\textbf{Question.} The two-temperature model has one coupling constant $G$ and predicts one relaxation time. In graphite the electrons cool quickly, stall, and then cool much more slowly, and this is blamed on strongly coupled optical phonons. How does one get a separate coupling for each group of phonons from $\alpha^2F$, and what sets the two rates and the temperature at which the cooling stalls?

\bigskip
\textbf{Answer.} The electrons first equilibrate with the small group of modes to which they couple strongly. Afterwards electrons and group cool together, as fast as the group leaks energy to the rest of the lattice.

\section*{Premises}
(a) The electrons have a Fermi distribution $f$ with temperature $T_e$ and one chemical potential, chosen as the zero of energy. (b) The modes $(\mathbf q,\nu)$ are divided into groups $i$, each with a Bose distribution $n(\omega,T_i)=1/(e^{\hbar\omega/k_BT_i}-1)$ at its own temperature. (c) Scattering follows the golden rule with one-phonon matrix elements $g$, in energy units. (d) The excitation is uniform, so nothing is carried away in space. This is the non-thermal lattice model of Waldecker and co-workers (2016).

\section*{Step 1: power into one group}
Take states $k$, $k'$ (band index included) with $\varepsilon_{k'}=\varepsilon_k+\hbar\omega$. Emission takes $k'\to k$, absorption takes $k\to k'$, and each moves $\hbar\omega$. With a factor 2 for spin, the power per volume into group $i$ is
\begin{equation}
P_i=\frac{2}{V}\frac{2\pi}{\hbar}\sum_{kk',\,\nu\in i}|g|^2\hbar\omega\,\big[f'(1-f)(n_i+1)-f(1-f')n_i\big]\,\delta(\varepsilon_{k'}-\varepsilon_k-\hbar\omega),
\end{equation}
where $f=f(\varepsilon_k)$, $f'=f(\varepsilon_{k'})$ and $n_i=n(\omega,T_i)$. Fermi functions obey $f'(1-f)=(f-f')n_e$ and $f(1-f')=(f-f')(n_e+1)$ with $n_e=n(\omega,T_e)$. The bracket is then $(f-f')(n_e-n_i)$, and
\begin{equation}
P_i=\frac{4\pi}{\hbar V}\sum_{kk',\,\nu\in i}|g|^2\hbar\omega\,(f-f')(n_e-n_i)\,\delta(\varepsilon_{k'}-\varepsilon_k-\hbar\omega).
\label{eq:gen}
\end{equation}

Now assume an ordinary metal, in which the density of states and the averaged $|g|^2$ are constant over $k_BT_e$ and $\hbar\omega$. Let $N(E_F)$ be the density of states per volume for \emph{both} spins, and restrict the Eliashberg function to the group:
\begin{equation}
\alpha^2F_i(\omega)=\frac{2}{\hbar VN(E_F)}\sum_{kk',\,\nu\in i}|g|^2\delta(\varepsilon_k)\delta(\varepsilon_{k'})\delta(\omega-\omega_{\mathbf q\nu}).
\end{equation}
The groups partition the modes, so $\sum_i\alpha^2F_i=\alpha^2F$. In Eq.~(\ref{eq:gen}) the sum at energies $\varepsilon$ and $\varepsilon+\hbar\omega$ may be replaced by its Fermi-surface value. What remains is $\int d\varepsilon\,[f(\varepsilon)-f(\varepsilon+\hbar\omega)]=\hbar\omega$, the area between a step and its shifted copy. Hence
\begin{equation}
P_i=2\pi N(E_F)\int d\omega\,\alpha^2F_i(\omega)(\hbar\omega)^2\,[n(\omega,T_e)-n(\omega,T_i)].
\label{eq:P}
\end{equation}
The expansion $n=1/x-1/2+x/12+\dots$ with $x=\hbar\omega/k_BT$ gives
\begin{equation}
n_e-n_i\simeq\frac{k_B(T_e-T_i)}{\hbar\omega}\Big[1-\frac{(\hbar\omega)^2}{12k_B^2T_eT_i}\Big].
\end{equation}
When both temperatures are high, $P_i=G_i(T_e-T_i)$ with
\begin{equation}
G_i=2\pi\hbar k_BN(E_F)\int d\omega\,\omega\,\alpha^2F_i(\omega),\qquad \sum_iG_i=G .
\label{eq:G}
\end{equation}
With $\lambda\langle\omega^2\rangle=2\int\omega\,\alpha^2F\,d\omega$ and $C_e=\pi^2k_B^2N(E_F)T_e/3$ one finds $G/C_e=3\hbar\lambda\langle\omega^2\rangle/\pi k_BT_e$, which is Allen's result (1987). The total power $\sum_iG_i(T_e-T_i)$ reduces to $G(T_e-T_L)$ only if all $T_i$ equal one lattice temperature $T_L$. For a small temperature difference at any $T$, Eq.~(\ref{eq:P}) gives Eq.~(\ref{eq:G}) with the extra weight $x^2n(n+1)\le1$ under the integral, since $\partial n/\partial T=(k_B/\hbar\omega)\,x^2n(n+1)$.

\section*{Step 2: anharmonic leak}
Let group 1 be the strongly coupled modes and group 2 the rest. A mode of group 1 decays as $\omega\to\omega'+\omega''$ into group 2, at a net rate proportional to
\begin{equation}
n(n'+1)(n''+1)-(n+1)n'n''=(1+n'+n'')\,[n-n(\omega,T_2)].
\end{equation}
The equality uses $n'n''=(1+n'+n'')\,n(\omega,T_2)$, valid for Bose functions at $T_2$. The decay is thus linear in $n$, with a lifetime $\tau_{ph}(T_2)$. For a narrow group of energy density $u_1(T)$ the power is
\begin{equation}
P_{pp}=\frac{u_1(T_1)-u_1(T_2)}{\tau_{ph}}\equiv g_{pp}(T_1-T_2),
\label{eq:pp}
\end{equation}
and $g_{pp}=C_1/\tau_{ph}$ if the heat capacity $C_1$ is constant.

\section*{Step 3: the two rates}
Take constant capacities and couplings. Energy balance reads
\begin{align}
C_e\dot T_e&=-G_1(T_e-T_1)-G_2(T_e-T_2),\nonumber\\
C_1\dot T_1&=G_1(T_e-T_1)-g_{pp}(T_1-T_2),\\
C_2\dot T_2&=G_2(T_e-T_2)+g_{pp}(T_1-T_2).\nonumber
\end{align}
Solutions $e^{-\lambda t}$ require $\lambda(\lambda^2-S\lambda+\Pi)=0$, where $S$ is the trace of the rate matrix and $\Pi$ the sum of its principal $2\times2$ minors. The root $\lambda=0$ is energy conservation. With $C=C_e+C_1$,
\begin{align}
S&=G_1\Big(\frac1{C_e}+\frac1{C_1}\Big)+G_2\Big(\frac1{C_e}+\frac1{C_2}\Big)+g_{pp}\Big(\frac1{C_1}+\frac1{C_2}\Big),\\
\Pi&=(G_1G_2+G_1g_{pp}+G_2g_{pp})\,\frac{C+C_2}{C_eC_1C_2}.
\end{align}
The two rates have sum $S$ and product $\Pi$. If $G_1\gg G_2,g_{pp}$ with $\Pi\ll S^2$, the large root is $S$ and the small root is $\Pi/S$ to leading order:
\begin{equation}
\lambda_f=G_1\Big(\frac1{C_e}+\frac1{C_1}\Big),\qquad
\lambda_s=(g_{pp}+G_2)\Big(\frac1{C_e+C_1}+\frac1{C_2}\Big).
\label{eq:rates}
\end{equation}
The familiar form $\lambda_s\simeq g_{pp}/(C_e+C_1)$ needs two more conditions, $G_2\ll g_{pp}$ and $C_2\gg C_e+C_1$. The direct coupling $G_2$ acts in parallel with the anharmonic one.

Deposit an energy density $u$ in the electrons at $t=0$, everything being at $T_0$ before. For $t\ll1/\lambda_s$ group 2 is decoupled. Then $T_e-T_1$ decays at $\lambda_f$ while $C_eT_e+C_1T_1$ is conserved, which fixes the plateau
\begin{equation}
T_p=T_0+\frac{u}{C_e+C_1}.
\end{equation}
For $t\gg1/\lambda_f$ the pair is one body of capacity $C$, joined to $C_2$ by the conductance $g_{pp}+G_2$, which reproduces $\lambda_s$. Matching the stages gives
\begin{equation}
\frac{T_e-T_0}{u}=\Big(\frac1{C_e}-\frac1C\Big)e^{-\lambda_ft}+\Big(\frac1C-\frac1{C+C_2}\Big)e^{-\lambda_st}+\frac1{C+C_2}.
\end{equation}
The two-temperature model has the same initial slope $-Gu/C_e^2$, but a single rate $G[1/C_e+1/(C_1+C_2)]$ and no plateau.

For the next order set $G_2=0$ and $C_2\to\infty$. Then $\lambda_s=(\Pi/S)(1+\Pi/S^2)$, with $\Pi/S\simeq(g_{pp}/C)(1-g_{pp}C_e/G_1C)$ and $\Pi/S^2\simeq g_{pp}C_eC_1/G_1C^2$. Therefore $\lambda_s$ is multiplied by $1-\eta$, and, because the product $\Pi$ is fixed, $\lambda_f$ by $1+\eta$, where
\begin{equation}
\eta=\frac{g_{pp}}{G_1}\Big(\frac{C_e}{C}\Big)^2 .
\label{eq:eta}
\end{equation}
The electrons must stay hotter than the group by $C_e|\dot T|/G_1$ to pass their heat on.

If the capacities depend on temperature, the plateau follows from
\begin{equation}
u_e(T_p)+u_1(T_p)=u+u_e(T_0)+u_1(T_0),
\label{eq:plat}
\end{equation}
$\lambda_f$ evaluated at $T_p$ is the final rate of approach to it, and the slow stage obeys $C(T)\dot T=-P_{pp}$.

\section*{Step 4: what changes in graphite}
Graphite is a semimetal whose density of states varies strongly over $k_BT_e$ and $\hbar\omega$, so Eq.~(\ref{eq:G}) fails and one returns to Eq.~(\ref{eq:gen}). Model each layer by neutral Dirac cones $\varepsilon=\pm\hbar vk$, and count per two-atom layer cell of area $A=\sqrt3a^2/2$ and volume $Ac/2$. The density of states per spin and valley is $\kappa|\varepsilon|$ with $\kappa=A/2\pi(\hbar v)^2$. Four cones, electrons plus holes, and $\int_0^\infty y^2dy/(e^y+1)=3\zeta(3)/2$ give
\begin{equation}
u_e=12\zeta(3)\kappa(k_BT)^3,\qquad C_e=36\zeta(3)\kappa k_B(k_BT)^2 .
\end{equation}
Two optical modes near $\Gamma$ scatter within a valley, and one branch near K and K$'$ scatters between valleys. Write $|g|^2=g_c^2/N_c$ for $N_c$ cells, average over angles, and give all these modes one frequency, so that $g_c^2=2g_\Gamma^2+g_K^2$. With two valleys for the initial state, Eq.~(\ref{eq:gen}) becomes, per cell,
\begin{equation}
P_1=\frac{8\pi}{\hbar}g_c^2\,\hbar\omega\,\kappa^2J\,(n_e-n_1),\qquad
J=\int d\varepsilon\,|\varepsilon|\,|\varepsilon+\hbar\omega|\,[f(\varepsilon)-f(\varepsilon+\hbar\omega)].
\end{equation}
Energy and momentum conservation restrict the group. Backscattering from $\varepsilon+\hbar\omega$ to $\varepsilon$ needs $q=(2\varepsilon+\hbar\omega)/\hbar v$, measured from $\Gamma$ or K. With $\varepsilon$ up to about $2k_BT_e$, the group fills four discs of radius $q_c\approx(\hbar\omega+4k_BT_e)/\hbar v$. Dividing by the zone area $4\pi^2/A$,
\begin{equation}
m=\frac{q_c^2A}{\pi},\qquad u_1=m\hbar\omega\,n,\qquad C_1=mk_Bx^2n(n+1).
\end{equation}
Linearising $P_1$ gives $G_1=C_1/\tau_{ep}$ with $1/\tau_{ep}=8\pi g_c^2\kappa^2J/\hbar m$.

\section*{Range of validity}
\begin{itemize}
\item Times must exceed the electron thermalisation time, typically tens of fs, and electrons and holes must share one chemical potential. The first part of the fast stage can violate both.
\item Equation~(\ref{eq:G}) needs a flat density of states and $k_BT\gtrsim\hbar\omega$ for the electrons and for the group. Otherwise use Eq.~(\ref{eq:P}) or (\ref{eq:gen}).
\item One temperature per group is an ansatz. Modes whose couplings differ widely heat at different rates, and the boundary of the group ($q_c$ above) is soft and moves with $T_e$.
\item A plateau needs $\lambda_s\ll\lambda_f$, and it is pronounced only if $C_1$ is not small against $C_e$.
\item Equation~(\ref{eq:pp}) assumes that the decay products sit at $T_2$. If they pile up, the leak changes and a further group is needed.
\item Defect-assisted emission of acoustic phonons adds to $G_2$, and transport out of the excited depth adds a loss. Both shorten the slow stage.
\end{itemize}

\section*{Numbers for a graphite model}
The compiled lattice constants are $a=2.461$~\AA{} (Wikipedia) and $c=6.7076$~\AA{} (Lebedeva 2016), so $A=5.245$~\AA$^2$ and $Ac/2=17.59$~\AA$^3$. The other inputs are typical or assumed values: $\hbar v=5.5$~eV\,\AA, $g_\Gamma^2=0.040$~eV$^2$ and $g_K^2=0.10$~eV$^2$ (a typical density-functional set), $\hbar\omega=0.18$~eV (between the typical 0.20~eV at $\Gamma$ and 0.16~eV at K), $\tau_{ph}=2.5$~ps, $C_2=2k_B$ per cell near $T_0=300$~K, and $G_2=0$. Then $g_c^2=0.18$~eV$^2$ and $\kappa=0.0276$~eV$^{-2}$.

Choose the plateau $T_p=1400$~K and read $u$ from Eq.~(\ref{eq:plat}). There $k_BT_p=0.1206$~eV, $x=1.492$ and $n=0.290$. The criterion above gives $q_c=0.12$~\AA$^{-1}$, which is held fixed at this rounded value, and $m=0.0240$ modes per cell. The weight $x^2n(n+1)$ is 0.83 at $T_p$ and 0.046 at 300~K, so the classical limit could not describe the cold start.

\emph{Plateau.} At $T_p$, $u_e=0.699$~meV and $u_1=1.256$~meV, against 0.011~meV for both together at $T_0$. Hence $u=1.94$~meV per cell, or 0.11~eV/nm$^3$. Held by the electrons alone this is $T_e(0)=1.97\times10^3$~K. At the plateau the group holds a fraction 0.64 of $u$.

\emph{Fast stage.} $C_e=0.0174\,k_B$ and $C_1=0.0200\,k_B$. Numerical integration gives $J=4.74\,(k_BT_p)^3$, so $\tau_{ep}=0.55$~ps and $G_1=0.0363\,k_B$/ps per cell, or $1.8\times10^{-4}$~eV\,K$^{-1}$ps$^{-1}$nm$^{-3}$. Then $\lambda_f=3.9$~ps$^{-1}$ and $1/\lambda_f=0.26$~ps.

\emph{Slow stage.} Equation~(\ref{eq:pp}) at $T_p$ gives $g_{pp}=5.3\times10^{-3}\,k_B$/ps, an initial cooling of 155~K/ps and $\lambda_s=g_{pp}/C=0.14$~ps$^{-1}$, about 7~ps for the temperature excess. The occupation $n-n(\omega,T_0)$ falls with $\tau_{ph}C/C_1=4.7$~ps. This is longer than $\tau_{ph}$ because the electrons refill the group. The ratio $\lambda_s/\lambda_f$ is 0.036.

\emph{Neglected terms.} The electrons lead the group by 74~K. Equation~(\ref{eq:eta}), with the differential conductance $C_1/\tau_{ph}$ in place of $g_{pp}$, gives $\eta=0.05$. The finite bath contributes $C/C_2=0.019$ and ends about 11~K warmer. Interlayer hopping with a typical $\gamma_1=0.39$~eV turns the bands into $\pm\Gamma/2\pm\sqrt{\Gamma^2/4+(\hbar vk)^2}$ with $\Gamma=2\gamma_1\cos(k_zc/2)$. For two layers the density of states $4|\varepsilon|$ gains $|\Gamma|-2|\varepsilon|$ below $|\Gamma|$ in the same units. Averaged over $k_z$, this changes $C_e(T_p)$ by less than 5 per cent, although it dominates the density of states near $\varepsilon=0$. The inputs matter more than any of these terms: $C_e\propto(\hbar v)^{-2}$, $G_1\propto g_c^2(\hbar v)^{-4}$ and $C_1\propto q_c^2$.

These times are the model's. A sub-picosecond first stage and a second stage of several ps are typical of graphite, but the hot optical phonon population typically decays in roughly 2 to 2.5~ps, so the model's 4.7~ps is too long by about a factor of two. A larger group would shorten it, since $\tau_{ph}C/C_1\to\tau_{ph}$ for $C_1\gg C_e$, and so would a shorter $\tau_{ph}$.